\section*{Retention tail of a DRAM cell from single generation traps}

Most cells of a silicon DRAM hold their charge far longer than the refresh interval. A small tail does not. The model below assigns that tail to rare cells with one deep trap in the depleted storage-node junction. It has two charge states, one trap and two field values, and it is solved in closed form. $\mathcal{E}$ is the electric field and $F$ the failing fraction.

\subsection*{One trap, two states}

The n$^+$ node stores a positive voltage, and a cell fails once the node has collected electrons of total charge $Q_{\rm crit}$. Free carriers are absent in the depletion region, so the trap only emits: electrons at rate $e_n$ when full, holes at rate $e_p$ when empty. Its occupancy $f$ obeys
\begin{equation}
\dot f = e_p(1-f) - e_n f, \qquad f_\infty = \frac{e_p}{e_n+e_p}.
\end{equation}
Each cycle sends one electron to the node, so $I = q e_n f_\infty$. Let $x=(E_t-E_i)/kT$, with degeneracy factors absorbed in $E_t$. Detailed balance, with equal cross sections $\sigma$, thermal velocities $v_{th}$ and field enhancements $1+\Gamma$, gives $e_{n,p}=\sigma v_{th} n_i(1+\Gamma)e^{\pm x}$. The Shockley--Read--Hall generation current is then
\begin{equation}
I = q\frac{e_n e_p}{e_n+e_p} = \frac{I_0}{\cosh x}, \qquad I_0=\tfrac12\, q\sigma v_{th} n_i (1+\Gamma).
\end{equation}
Unequal prefactors $c_n, c_p$ keep this shape: $I_0=q\sqrt{c_nc_p}/2$, with the peak at $x=\tfrac12\ln(c_p/c_n)$.

\subsection*{Field enhancement}

A carrier can be lifted thermally to an energy $\epsilon = y\,kT$ short of the band edge and tunnel through the remaining triangular barrier. We use the Hurkx model, with the WKB factor $\exp[-4\sqrt{2m^*}\epsilon^{3/2}/(3q\hbar\mathcal{E})]$ and the upper limit extended from the trap depth to infinity:
\begin{equation}
\Gamma=\int_0^\infty \exp\!\Big(y-\frac{2y^{3/2}}{3\sqrt3\,\phi}\Big)dy,\qquad
\phi=\frac{\mathcal{E}}{\mathcal{E}_\Gamma},\qquad
\mathcal{E}_\Gamma=\frac{\sqrt{24m^*(kT)^3}}{q\hbar}.
\end{equation}
The exponent peaks at $y^*=3\phi^2$ with value $\phi^2$ and curvature $-1/(2y^*)$. The saddle-point result, used from here on, is
\begin{equation}
\Gamma = 2\sqrt{3\pi}\,\phi\, e^{\phi^2}.
\end{equation}
It does not depend on $E_t$ as long as $y^*kT$ is well below the trap depth. With one mass for both carriers this makes $1+\Gamma$ a common factor.

\subsection*{From one trap to a failing fraction}

A one-trap cell has failed by time $t$ if $It\ge Q_{\rm crit}$, that is $\cosh x\le t/t_{\min}$ with $t_{\min}=Q_{\rm crit}/I_0$. For $E_t$ uniform over a band $\Delta E$ centred on $E_i$, the failing levels fill a window of width $2kT\,\mathrm{arccosh}(t/t_{\min})$, so
\begin{equation}
p(t)=\frac{2kT}{\Delta E}\,\mathrm{arccosh}\frac{t}{t_{\min}},\qquad t_{\min}\le t\le t_{\min}\cosh\frac{\Delta E}{2kT},
\end{equation}
with $p=0$ below this range and $p=1$ above it.

Let the number of traps per cell be Poisson with mean $\lambda$, each trap drawing its energy and field independently, and let $\bar p$ be the field average of $p$. Traps that are fatal alone are Poisson with mean $\lambda\bar p$, which gives a lower bound on $F$. Counting every multi-trap cell as failed gives an upper bound:
\begin{equation}
1-e^{-\lambda\bar p}\;\le\;F\;\le\;\lambda e^{-\lambda}\bar p+1-(1+\lambda)e^{-\lambda}.
\end{equation}
To second order these are $\lambda\bar p-\lambda^2\bar p^2/2$ and $\lambda\bar p+\lambda^2(\tfrac12-\bar p)$. Hence, to within about $\lambda^2/2$ and while the window lies inside the band,
\begin{equation}
F(t)=A\Big\langle \mathrm{arccosh}\,\max\!\Big[1,\frac{t}{t_{\min}(\mathcal{E})}\Big]\Big\rangle_{\mathcal{E}},\qquad A=\lambda\frac{2kT}{\Delta E}.
\end{equation}
This is the general statement. At a single field $F$ starts as $A\sqrt{2(t/t_{\min}-1)}$ and tends to $A\ln(2t/t_{\min})$.

The smallest field distribution with mean $\bar{\mathcal{E}}$ and standard deviation $s$ has two values $\mathcal{E}_\pm=\bar{\mathcal{E}}\pm s$ of weight $1/2$. With $t_\pm=t_{\min}(\mathcal{E}_\pm)$ the average is closed:
\begin{equation}
F_2(t)=\frac{A}{2}\Big[\mathrm{arccosh}\frac{t}{t_+}+\mathrm{arccosh}\frac{t}{t_-}\Big],
\end{equation}
each term being zero before its own threshold.

\subsection*{Numbers}

Typical values for silicon at 85\,$^\circ$C (358.15 K): $n_i=6\times10^{11}$ cm$^{-3}$, $v_{th}=10^7$ cm/s, tunnelling mass $m^*=0.25\,m_0$, $\epsilon_r=11.7$, half gap 0.55 eV. Assumed cell inputs: $\sigma=10^{-15}$ cm$^2$, 15 fF storage capacitance, 0.2 V tolerated loss, $\lambda=10^{-5}$, $\Delta E=0.4$ eV, doping $N_A=10^{18}$ cm$^{-3}$, $\bar{\mathcal{E}}=0.6$ MV/cm, $s=0.05$ MV/cm. The scale of $s$ comes from discrete dopants: their spacing $N_A^{-1/3}$ is 10 nm, and one ion at half that distance gives 0.049 MV/cm.

Then $kT=30.9$ meV, $Q_{\rm crit}=3.0$ fC ($1.87\times10^4$ electrons), $\sigma v_{th}n_i=6.0\times10^3$ s$^{-1}$, $\mathcal{E}_\Gamma=0.481$ MV/cm, $2kT/\Delta E=0.154$ and $A=1.54\times10^{-6}$. Also $t_{\min}=6.24\ \mathrm{s}/(1+\Gamma)$.

\begin{center}
\begin{tabular}{cccc}
$\mathcal{E}$ (MV/cm) & $\Gamma$ & $I_0$ (fA) & $t_{\min}$ (ms)\\ \hline
0.55 & 25.9 & 12.9 & 232\\
0.60 & 36.3 & 17.9 & 167\\
0.65 & 51.5 & 25.2 & 119
\end{tabular}
\end{center}

At 0.60 MV/cm the saddle lies 0.144 eV from the band edge, well inside the half gap. A midgap trap reaches steady state in $1/(e_n+e_p)=2.2\ \mu$s, and the window fills the band at 55 s. The slope is $d\ln(1+\Gamma)/d\mathcal{E}=6.7$ per MV/cm, so $s$ spreads $\ln t_{\min}$ by 0.33.

The next table gives $F$ in ppm at multiples of the typical 64 ms refresh interval. The last column is the general average for a Gaussian field of the same mean and width, integrated numerically. Three figures serve to compare columns that share the same inputs.

\begin{center}
\begin{tabular}{cccc}
$t$ (ms) & one field & two fields & Gaussian\\ \hline
64 & 0 & 0 & 0.0024\\
128 & 0 & 0.30 & 0.20\\
256 & 1.52 & 1.43 & 1.45\\
1024 & 3.85 & 3.86 & 3.86
\end{tabular}
\end{center}

\subsection*{Comparison with the general statement}

For $t\gg t_-$ the average tends to $A[\ln 2t-\langle\ln t_{\min}\rangle]$, a smooth function of field. The two-value distribution shares its first three moments with the Gaussian and differs first in the fourth central moment ($s^4$ against $3s^4$). The two columns therefore coincide at 1024 ms, and the spread hardly matters there. At 256 ms the spread lowers $F$: low-field traps, close to their steep onset, lose more than high-field traps gain. Below the mean-field $t_{\min}$ the whole tail comes from the spread. The two-value model shows this at 128 ms, though too high by half. It has a hard edge at 119 ms and cannot describe 64 ms. Failure at 64 ms needs $1+\Gamma\ge 97.5$, or $\mathcal{E}\ge0.735$ MV/cm, which is 2.69 standard deviations above the mean and is reached by a fraction 0.0035 of the traps.

\subsection*{Size of what was left out}

\begin{itemize}
\item \emph{Multi-trap cells.} They add at most $\lambda^2/2=5.0\times10^{-11}$, or 2 per cent of the 64 ms entry.
\item \emph{Shot noise.} A cycle is a sum of two exponential waits, with squared relative spread $(e_n^2+e_p^2)/(e_n+e_p)^2\le1$. The failure time of a given trap scatters by at most 0.7 per cent.
\item \emph{Saddle point.} The full integral gives $\Gamma=34.6$ at 0.60 MV/cm, so the closed form is 5 per cent high.
\item \emph{Droop.} For an abrupt one-sided junction with an assumed total drop of 2 V, the peak field $\sqrt{2qN_AV/\epsilon_r\epsilon_0}$ is 0.79 MV/cm, and losing 0.2 V lowers the field at any fixed depth by 0.040 MV/cm, which rivals $s$. Half of it times the slope lengthens $t_{\min}$ by about 13 per cent. To first order this is absorbed by reading $\bar{\mathcal{E}}$ as the field midway through the discharge.
\item \emph{Background leakage.} It replaces $Q_{\rm crit}/t$ by $Q_{\rm crit}/t-I_{bg}$ and must be small against 2.9 fA at 1024 ms.
\item \emph{Wing of the field distribution.} One ion supplies the excess 0.135 MV/cm at $r_0=3.0$ nm. Its component along the mean field exceeds this value inside $r<r_0\sqrt{\cos\theta}$, a volume $4\pi r_0^3/15$ that holds an ion with probability about 0.023. This crude count is several times the Gaussian 0.0035. It overstates the effect, because the Coulomb field varies over the 2.4 nm tunnelling distance $y^*kT/q\mathcal{E}$. The 64 ms entry is thus an order of magnitude only.
\end{itemize}

All fractions here are the model's and scale with the assumed $\lambda$. As typical knowledge, tails of shipped parts reach the ppm level only near one second and climb steeply up to it. The model is already there at 256 ms, too high by roughly two orders of magnitude, and then grows only as $\ln t$. A single $\sigma$ and a narrow field distribution put all thresholds within a small factor of each other. A broad distribution of $\sigma$, or of trap position along the junction field, enters the same average through $t_{\min}$ and spreads the onsets over a wider range of times.